Hirshfeld charges of the atoms in fluorothioacetaldehyde (FCH₂–CH=S), a neutral singlet, calculated with PySCF 2.14.0 at the PBE0/def2-SVPD level. The calculation is a gas-phase single point on one conformer at its GFN2-xTB geometry. Charges are relative to spherical free atoms, and a negative value means a gain of electrons.

```csv
row,hirshfeld charge (e),computed element
1,-0.130,F
2,0.030,C
3,0.011,C
4,-0.102,S
5,0.063,H
6,0.063,H
7,0.064,H
```

## What is to be estimated

The molecule is fluorothioacetaldehyde, FCH₂–CH=S. Row 2 is the carbon that carries fluorine and two hydrogens; row 3 is the thioformyl carbon, which carries one hydrogen and the doubly bonded sulfur. The charges come from a hybrid-functional calculation on one conformer.

A Hirshfeld charge compares the molecule with a set of free, spherical atoms placed at the same positions. At each point in space the electron density is divided among the atoms in proportion to what their free densities would contribute there. An atom that ends up with more electrons than it has when free is counted as negative. Electrons that move into a bond are shared by both partners, so these charges stay small, and even fluorine gains only 0.13 of an electron.

## The pattern: ends and middle

The atoms fall into two groups. Hydrogen, fluorine and sulfur are ends: each is bonded to one carbon only. The two carbons form the middle, and whatever net charge the ends have together must be balanced there.

The hydrogens show why this division helps. All three carry about +0.063 e, whether they sit beside fluorine or on the thioformyl carbon. In this molecule, then, the charge of a hydrogen can be remembered as one number. Its sign is ordinary chemistry: carbon attracts electrons somewhat more strongly than hydrogen, so density shifts from hydrogen towards the C–H bond and the carbon.

The carbons behave differently, because each is pulled in two directions. Fluorine or sulfur takes density from the carbon skeleton, while the hydrogens supply it. Over the whole molecule the two effects largely cancel, and both carbons come out close to neutral. The carbon next to fluorine is at only +0.030 e, although its neighbour is the most electronegative element of all.

## The rule

Remember three charges: +0.063 e for each hydrogen, −0.130 e for fluorine and −0.102 e for sulfur at the end of a C=S bond. The molecule is neutral, so the carbons together must carry the opposite of the sum of the ends. Divide that remainder equally between them:

$$q_\mathrm{C} = -\tfrac{1}{2}\,(3q_\mathrm{H} + q_\mathrm{F} + q_\mathrm{S})$$

Here $q$ is the charge of one atom of the kind named, in units of the elementary charge e. The value for hydrogen is the average of its three rows; those for fluorine and sulfur are their own rows.

The equal division rests on a standard argument, that of induction. A carbon that has lost electrons holds the remaining ones more tightly, so it draws on the next carbon in turn. A demand made at one end of the chain is therefore partly passed along it. Equal sharing is the simplest way to allow for this, though nothing in the argument requires the sharing to be exactly equal.

## Rows 2 and 3 worked out

The three hydrogens together have given up 0.190 e. Fluorine and sulfur together have taken 0.130 + 0.102 = 0.232 e. The carbons must supply the difference, 0.042 e, which makes +0.021 e for each.

The calculation gives +0.030 e for row 2 and +0.011 e for row 3. The rule is thus about 0.01 e too low for the first and about 0.01 e too high for the second. That is small beside the charges of fluorine and sulfur, but it is nearly as large as the whole charge of row 3. The rule says correctly for this molecule that the carbons are almost neutral; it can't say which of them is the more positive.

## How much this agreement proves

The charges of the ends were taken from this same molecule, so their agreement is no achievement. The sum of the two carbon charges is fixed by neutrality, so it is no prediction either. What the rule really stakes is that one value serves the hydrogens on both carbons, and that the remainder divides evenly. The first holds within the last printed digit, the second to about 0.01 e.

A stricter form of bookkeeping shows what the equal division is worth. Suppose that each carbon balances only the ends attached to it and that nothing crosses the C–C bond. Row 2 then comes out at +0.003 e and row 3 at +0.039 e. The errors are almost three times as large, and the two carbons stand in the wrong order.

The comparison shows that charge balance does not close within each half of the molecule. The CH₂F half carries a net +0.026 e, and the CHS half is negative by practically the same amount. On balance, electrons have moved away from the half that contains fluorine, at least as Hirshfeld's division counts them; another division of space could change so small a shift. Fluorine does take density, but its two neighbouring hydrogens nearly make up for it, and the thioformyl half draws a little more.

## Why electronegativity alone is not enough

It is tempting to replace the three remembered charges by a single constant multiplied by differences in electronegativity. To try this, the differences between each atom and its neighbours were added up, counting every bond once, with rough Pauling values of 2.2 for hydrogen, 2.6 for carbon and sulfur, and 4.0 for fluorine. The constant was fitted by least squares to all seven atoms. The result is excellent for fluorine, whose large difference dominates the fit, but it gives each hydrogen only +0.037 e and the thioformyl carbon the wrong sign. It fails most for sulfur, which is predicted to be neutral because carbon and sulfur have nearly the same electronegativity.

The computed sulfur charge is −0.102 e, so the C=S bond needs a value of its own. Part of the reason may lie in the way space is divided. Along this bond the density is lowest at a point 0.62 Å from sulfur and 1.00 Å from carbon. A scheme that cuts the molecule at that minimum would assign much of the bond region to carbon, and it might well make sulfur less negative or even positive. The remembered value for sulfur therefore belongs to Hirshfeld charges and should not be mixed with charges of another kind.

## Where the range ends

The rule can be carried over in direction more safely than in size. Replace fluorine by hydrogen, for instance, and an atom that takes electrons gives way to one that supplies them. If the other ends keep roughly their charges, neutrality forces the carbons to become more negative on average. The numerical values are untested outside this molecule, and they call for particular caution where several fluorines share one carbon, because these compete for the same electrons.

The charges also say less about the electric field of the molecule than their precision suggests. Placed as points at the nuclei, the computed Hirshfeld charges give a dipole moment of 0.43 debye, while the full density gives 0.69 debye. The difference comes from the uneven distribution of density around each nucleus, for example in lone pairs, which a single number per atom leaves out. Better estimates of the same Hirshfeld charges would not repair this; charges fitted to the potential around the molecule are better suited to that purpose.

For the same reason, the most negative atom need not be the place that most attracts a positive charge. Fluorine has the most negative charge in the table, yet the lowest electrostatic potential on the molecular surface lies beside sulfur, at −0.755 V against −0.639 V beside fluorine. The potential at a point collects contributions from the whole molecule and depends on the shape of the lone pairs nearby. A list of atomic charges should not be read as a map of where a cation will bind.

## The open question

The rule treats the two carbons as equal, but the calculation makes the one beside fluorine more positive. The pull of fluorine on its own carbon acts in this direction, but it can't be the whole cause: the two hydrogens there nearly cancel it, and on balance electrons have crossed the C–C bond away from fluorine. Equal sharing already asks for some of this flow, because the ends on the thioformyl carbon leave it with the larger deficit. The computed flow goes past the point where the two carbons are equal, and it is this excess that needs a further cause. A C=S group that accepts density from the neighbouring C–H bonds into its empty π* orbital would send more electrons that way; both of those bonds point out of the molecular plane, where such overlap is possible. This explanation is conjecture as far as these seven charges go. The same calculation with the CH₂F group turned about the C–C bond, so that one C–H bond lies in the plane of the C=S group, would help to test it: does the thioformyl half then draw fewer electrons?
